Margin notes on the RPA power laws for separated layers and wires

Note 1. Conventions and premises.
Gaussian units are used, so e² stands for e²/(4πε₀) = 1.440 eV nm. D is the separation, q the wave vector along the sheet or wire, and u the imaginary frequency, ω = iu. χ₀(q, iu) is the independent-electron number-density response of one subsystem, real and negative. The premises are: zero temperature; the instantaneous Coulomb interaction; no overlap of the two electron clouds; D much larger than the thickness and the lattice constant; vacuum outside; and the RPA. Note 11 sizes what these premises leave out. The family of power laws was set side by side by Dobson, White and Rubio in 2006.

Note 2. Where the logarithm comes from.
The adiabatic-connection fluctuation-dissipation formula scales the Coulomb kernel V by λ at fixed density:
E_c = −(ħ/2π) ∫₀^∞ du ∫₀¹ dλ Tr[V(χ_λ − χ₀)].
The RPA sets χ_λ = χ₀(1 − λVχ₀)⁻¹. For an eigenvalue −x of Vχ₀, with x > 0, one has ∫₀¹ dλ x/(1 + λx) = ln(1 + x), and therefore
E_c = (ħ/2π) ∫₀^∞ du Tr[ln(1 − Vχ₀) + Vχ₀].
Nothing else depends on D as a power. Exchange between the subsystems needs overlap. The electrostatic field of a neutral periodic sheet falls as exp(−GD), with G the shortest reciprocal lattice vector.

Note 3. Removing the two self-energies.
Without overlap χ₀ has no element joining the subsystems. At each q it is χ₀ times the 2×2 unit matrix, while V has V₁₁ on the diagonal and V₁₂ off it. For sheets V₁₁ = 2πe²/q and V₁₂ = V₁₁exp(−qD), because a charge wave exp(iq·ρ) on a plane makes a potential that solves Laplace's equation as exp(−q|z|). Two facts follow. The linear term Tr Vχ₀ contains V₁₁ alone and drops out of E(D) − E(∞). And with x = −V₁₁χ₀ and y = V₁₂/V₁₁,
det(1 − Vχ₀) = (1 + x)² − x²y² = (1 + x)²(1 − r²y²), r = x/(1 + x).
The factor (1 + x)² belongs to the isolated subsystems. With Tr → A∫d²q/(2π)² the interaction energy per area is
E/A = (ħ/4π²) ∫₀^∞ du ∫₀^∞ q dq ln[1 − r(q, iu)² exp(−2qD)].   (A)
Here r = −V₁₁χ, where χ = χ₀/(1 − V₁₁χ₀) is the screened response of one sheet, and r is the size of its electrostatic reflection coefficient. Since 0 ≤ r < 1 the logarithm is negative and the force is attractive. The screening inside each sheet is kept to all orders, and it must be. For a metal x grows as 1/u², and a plain second-order formula with x in place of r diverges at small u.

Note 4. The scaling rule in one line.
The exponential confines q to about 1/D. Suppose r depends on q and u only through u/q^z. Setting q = s/D and u ∝ q^z t makes (A) equal to a pure number times D^−(2+z). Two powers come from d²q and z from the frequency range, which shrinks with q when the system has no gap. If there is a gap, the frequency range is fixed, but r itself vanishes as q, and r² supplies two powers, so the law is D⁻⁴. A sum of −C₆/R⁶ terms over atom pairs can give only this last case, since it assumes a polarisability that stays finite as q and u go to zero. The laws called anomalous are those where it diverges.

Note 5. Metallic sheets: the zero-point sum is the RPA.
For a parabolic band, χ₀ = −(2/A) Σ_k f_k Δ/(Δ² + ħ²u²) with Δ = ε(k+q) − ε(k) and spin included in the sum. For u ≫ v_F q the denominator is ħ²u². The part of Δ linear in k averages to zero, which leaves Σ f_k Δ = nA ħ²q²/2m and χ₀ = −nq²/(mu²). Then x = ω_p²/u² with ω_p² = 2πne²q/m, so z = 1/2, and r = ω_p²/(u² + ω_p²). The argument of the logarithm factorises:
1 − r²y² = (u² + ω₊²)(u² + ω₋²)/(u² + ω_p²)², ω±² = ω_p²[1 ± exp(−qD)].
The integral ∫₀^∞ du ln[(u² + a²)/(u² + b²)] = π(a − b) follows by differentiating in a, which gives π, and noting that it vanishes at a = b. So (A) is exactly the shift of plasmon zero-point energy:
E/A = (ħ/4π) ∫₀^∞ q dq (ω₊ + ω₋ − 2ω_p) = (ħ/4π)(2πne²/m)^(1/2) D^(−5/2) I,
I = ∫₀^∞ s^(3/2) [√(1 + e⁻ˢ) + √(1 − e⁻ˢ) − 2] ds.
Odd powers of e⁻ˢ cancel, and term by term I = 2Γ(5/2) Σ_{k≥1} C(1/2, 2k)(2k)^(−5/2) = −0.06298, where C is the binomial coefficient. The k = 1 term gives 93 per cent of it. With √(2π)/4π = 0.19947,
E/A = −0.01256 ħ (ne²/m)^(1/2) D^(−5/2).
The approximation u ≫ v_F q is worst for the lower branch, which is acoustic at small q with speed (2πne²D/m)^(1/2). For a spin-degenerate valley v_F² = 2πnħ²/m², so the squared ratio of the speeds is D/a_B with a_B = ħ²/(me²), and the law needs D ≫ a_B. It also needs ω_pτ ≫ 1 at q ≈ 1/D, with τ the scattering time. At larger D the sheet is ohmic, a case met again in Note 7.

Note 6. The graphene bubble, done in full.
Take a Dirac cone ε = ±ħvk with degeneracy g = 4 (spin and valley), the lower cone full. Only interband pairs contribute, with Δ = ħv(k + k′), k′ = |k + q|, and squared pseudospin overlap (1 − cos θ)/2, where θ is the angle between k and k + q. Thus
χ₀ = −g ∫ d²k/(2π)² (1 − cos θ) Δ/(Δ² + ħ²u²).
Use elliptic coordinates with foci at k = 0 and k = −q: k + k′ = q cosh μ, k − k′ = q cos ν, and d²k = k k′ dμ dν with 0 ≤ ν < 2π. The cosine rule q² = k² + k′² − 2kk′cos θ gives kk′(1 − cos θ) = [q² − (k − k′)²]/2 = (q²/2) sin²ν, so the Jacobian cancels against the overlap. The ν integral gives π, and
χ₀ = −(g q²/8πħ) ∫₀^∞ dμ vq cosh μ/(v²q² sinh²μ + v²q² + u²).
With w = vq sinh μ the integral is ∫₀^∞ dw/(w² + v²q² + u²) = (π/2)/√(v²q² + u²). Hence
χ₀(q, iu) = −q²/[4ħ √(v²q² + u²)].
No cutoff was needed, because the overlap falls as q²/k². For u ≫ vq this is χ₀ = −σ₀q²/(e²u), a constant sheet conductivity σ₀ = e²/4ħ, or a polarisability σ₀/u that diverges at zero frequency.

Note 7. Graphene: D⁻³ and its coefficient.
Put u = vqt, α_g = e²/ħv and a = πα_g/2. Then x = a/√(1 + t²) and
r(t) = a/[a + √(1 + t²)],
which has no q in it, so z = 1. In (A) du = vq dt. Expanding ln(1 − X) = −Σ X^k/k and using ∫₀^∞ q² exp(−2kqD) dq = 1/(4k³D³), the q integral is −Li₄(r²)/(4D³), where Li₄(X) = Σ X^k/k⁴. All terms have one sign and r < 1, so sum and integral may be exchanged. The result is
E/A = −C₃/D³, C₃ = ħv J(a)/(16π²), J(a) = ∫₀^∞ Li₄(r(t)²) dt.   (B)
J converges because r² falls as a²/t². The k = 1 term is elementary. With t = sinh s and F(a) = ∫₀^∞ ds/(a + cosh s) = arcosh(a)/√(a² − 1), writing cosh s = (a + cosh s) − a gives ∫r² dt = a²(F + aF′). F obeys (a² − 1)F′ + aF = 1, so
∫₀^∞ r² dt = a²(a − F)/(a² − 1).
For a < 1, F = arccos(a)/√(1 − a²). Two limits fix the scale. For a → 0, J → πa²/2 and C₃ → πe⁴/(128ħv). For a → ∞ the 1 under the root is negligible, r = 1/(1 + t/a), ∫r^(2k) dt = a/(2k − 1), and J → a Σ 1/[k⁴(2k − 1)] = 1.0242 a. Since ħva = πe²/2, the velocity cancels and C₃ → 1.0242 e²/(32π) = 0.01019 e². At fixed u and q, r = av q/[avq + √(v²q² + u²)] with av fixed falls as v rises, so this limit is an upper bound on C₃. It is also the law for two ohmic sheets, r = 2πσq/(2πσq + u), namely E/A = −1.0242 ħσ/(8πD³), here at σ = σ₀.

Note 8. Insulating sheets.
With a gap, χ₀ = −α∥(iu) q²/e² at small q, where α∥ is the in-plane polarisability per area, a length. Then x = 2πα∥q ≪ 1 and r ≈ x. A point-thin treatment hides a second term of the same order. The incoming potential φ ∝ exp(iq·ρ + qz), whose source lies at z > 0, has a normal field −qφ. It induces a dipole layer P_z = −α⊥qφ, whose potential on the source side is 2πP_z = −2πα⊥qφ. The in-plane charge −α∥q²φ gives −2πα∥qφ there, with the same sign. So r = 2πqα with α = α∥ + α⊥, and since ∫₀^∞ q³ exp(−2qD) dq = 3/(8D⁴),
E/A = −(3ħ/8D⁴) ∫₀^∞ α(iu)² du.
For ρ isotropic atoms per area with polarisability α₁, α = 2ρα₁ and C₆ = (3ħ/π)∫α₁² du turn this into −πρ²C₆/(2D⁴), which is the pair sum, because ∫₀^∞ 2πR dR/(R² + D²)³ = π/(2D⁴). For one oscillator, α = α₀/(1 + u²/ω₀²), the integral is πα₀²ω₀/4 and E/A = −(3π/32) ħω₀α₀²/D⁴.

Note 9. Metallic wires, and what stands in the logarithm.
Note 3 carries over with Tr → L∫dq/2π over both signs of q. A line charge wave has V₁₂ = 2e²K₀(|q|D). For the self-term take V₁₁ = 2e²K₀(|q|b), which defines the effective radius b. With n electrons per length, χ₀ = −nq²/(mu²) and
ω±² = c₀²q²[K₀(qb) ± K₀(qD)], c₀² = 2ne²/m,
E/L = (ħc₀/2π) ∫₀^∞ q dq √K₀(qb) [√(1 + y) + √(1 − y) − 2], y = K₀(qD)/K₀(qb).
At q = s/D the denominator is K₀(qb) ≈ ln(D/b) + ln 2 − γ − ln s, with γ Euler's constant. It is large, so y is small and the bracket is −y²/4 − 5y⁴/64. The region of tiny s where y nears 1 is suppressed by the measure s ds. The leading term is −(ħc₀/8πD²) ∫ s K₀(s)² K₀(qb)^(−3/2) ds. The Mellin transform ∫₀^∞ s^(p−1) K₀² ds = 2^(p−3) Γ(p/2)⁴/Γ(p) equals 1/2 at p = 2. Its logarithmic derivatives there give the mean of ln s as ln 2 − γ − 1 and its variance as 1. The mean of K₀(qb) is therefore Λ = ln(D/b) + 1, and expanding about it removes the 1/Λ correction:
E/L = −ħc₀/(16πD²Λ^(3/2)), Λ = ln(eD/b), with e here the base of logarithms.
The variance adds (15/8)/Λ² in relative terms, and the y⁴ term, with ∫₀^∞ sK₀⁴ ds = 7ζ(3)/8, adds 35ζ(3)/(64Λ²). Together they are 2.53/Λ², which is 4 per cent at D/b = 1000, where Λ = 7.91. The power −3/2 has a plain origin: y² brings Λ⁻² and the plasmon speed c₀√Λ brings Λ^(1/2). The Fermi velocity is not negligible by a power here. At small q, χ₀ = −nq²/[m(u² + v_F²q²)], which adds v_F²q² to both ω±² and so adds the constant v_F²/c₀² to Λ. That constant and the shape of the cross-section change only the number inside the logarithm.

Note 10. Insulating wires.
For axial polarisability α per length, χ₀ = −αq²/e², and self-screening, 2αq²K₀(qb), vanishes at small q. Then
E/L = −(ħ/2π²) ∫₀^∞ du ∫₀^∞ dq [2αq²K₀(qD)]² = −(27ħ/256D⁵) ∫₀^∞ α(iu)² du,
where the Mellin formula at p = 5 gives 27π²/512. The pair sum of axial dipoles, with coupling (D² − 2z²)/(D² + z²)^(5/2), gives the same 27/256. Transverse polarisabilities change the coefficient and keep D⁻⁵. The gap costs three powers of D in a wire, against one and a half in a sheet.

Note 11. Range of validity of (B), term by term.
The input is v = 1.0×10⁶ m/s, a typical value, so ħv = 0.6582 eV nm, α_g = 2.188 and a = 3.436. Then F = 0.5796, the k = 1 term is 3.1211, and J = 3.1741, so multiple scattering adds under 2 per cent. The coefficient is C₃ = 0.02010 ħv = 0.009188 e² = 13.23 meV nm. These digits belong to the model.

(i) Cone. Linearity holds to roughly 1 eV, that is q ≪ 1.5 nm⁻¹, so D must be several nm at least.

(ii) Gapped transitions. The σ bands and the high π transitions add a regular polarisability. As an illustrative input take one oscillator with α₀ = 0.10 nm and ħω₀ = 15 eV, counted as in-plane, so that x gains δx = 2πqα₀/(1 + u²/ω₀²). Two D⁻⁴ terms arise. The first is the term of Note 8, (3π/32)ħω₀α₀² = 44 meV nm². The second is the cross term 2rδr with δr = δx/(1 + x)². With √(1 + t²) ≈ t, fair for a > 1, it needs ∫dt t²/(a + t)³ cut off by the oscillator at τ = ω₀/vq. Since ∫₀^T t² dt/(a + t)³ → ln(T/a) − 3/2 and ∫_T^∞ dt/[t(1 + t²/τ²)] → ln(τ/T), the integral is ln(τ/a) − 3/2. Using ∫₀^∞ q³ ln q exp(−2qD) dq = (3/8D⁴)[ψ(4) − ln 2D], with the digamma value ψ(4) = 1.256,
E_cross/A = −(3/8π) ħvaα₀ [ln(2Dω₀/av) − ψ(4) − 3/2]/D⁴.
The prefactor is 27 meV nm². At D = 50 nm the bracket is 3.74, the cross coefficient is 101 meV nm², and the two terms amount to 0.22 of the D⁻³ term. At 10 nm the same formulas give 0.8, where higher orders already matter, so there the cone term is only about half the total. Any out-of-plane share of α₀ escapes screening by the cone and loses the −3/2. Retardation works the other way beyond c/ω₀ = 13 nm.

(iii) Retardation of the cone term. It brings no new length, since c and v are both velocities. With κ = √(q² + u²/c²), the exponent becomes −2κD and the TM amplitude is avκ/[avκ + √(v²q² + u²)]. Putting u = vκt reproduces J up to order v²/c², but with t ≤ c/v, which removes a²v/c from the tail. The TE amplitude, about a t v²/c², returns one third of that. The net change is −(2/3)a²v/(cJ), or −0.8 per cent at every D.

(iv) Doping. (B) needs k_F D ≪ 1 with k_F = √(πn), or n ≪ 1/(πD²) = 1.3×10¹⁰ cm⁻² at 50 nm. For k_F D ≫ 1 Note 5 takes over with ne²/m replaced by e²E_F/(πħ²), the Drude weight of the cone.

(v) Temperature. (B) needs k_BT ≪ ħv/D, which is 153 K at 50 nm. At high temperature (ħ/2π)∫du becomes k_BT times a Matsubara sum, whose zero-frequency term has half weight. Thermal carriers make r → 1 in that term, which gives −k_BT ζ(3)/(16πD²). This equals C₃/D³ at D = 21 nm for 300 K and at 642 nm for 10 K. At room temperature the window between (ii) and (v) is shut.

(vi) Beyond the RPA. With α_g near 2 no small parameter controls the neglected self-energy and vertex diagrams. Their main known effect is a velocity that grows logarithmically at small q. C₃ is weakly sensitive to it, being within 11 per cent of the bound of Note 7. Doubling v to 2.0×10⁶ m/s gives C₃ = 0.00801 e², lower by 13 per cent. A running v(1/D) turns the pure power into D⁻³ times a slowly falling factor.

Note 12. The illustration.
Take two free-standing undoped sheets at D = 50 nm, near 10 K, with residual density of order 10⁹ cm⁻² or less. Equation (B) with v = 1.0×10⁶ m/s gives
E/A = −13.23 meV nm/(50 nm)³ = −0.106 μeV/nm² = −17.0 nJ/m²,
and the attractive pressure is 3C₃/D⁴ = 1.0 Pa. These are the model's numbers. Suspended graphene at low density typically shows a velocity of two to three times 10⁶ m/s, which lowers the cone term by 13 per cent or somewhat more, while the gapped transitions raise the energy by about a fifth in the illustrative model. The two shifts oppose each other, so about −0.1 μeV/nm² and 1 Pa is all the precision the premises support. At 10 nm and below the cone term alone falls short by a factor near two or more, and at 300 K the separation of 50 nm lies beyond the 21 nm crossover, in the thermal D⁻² regime.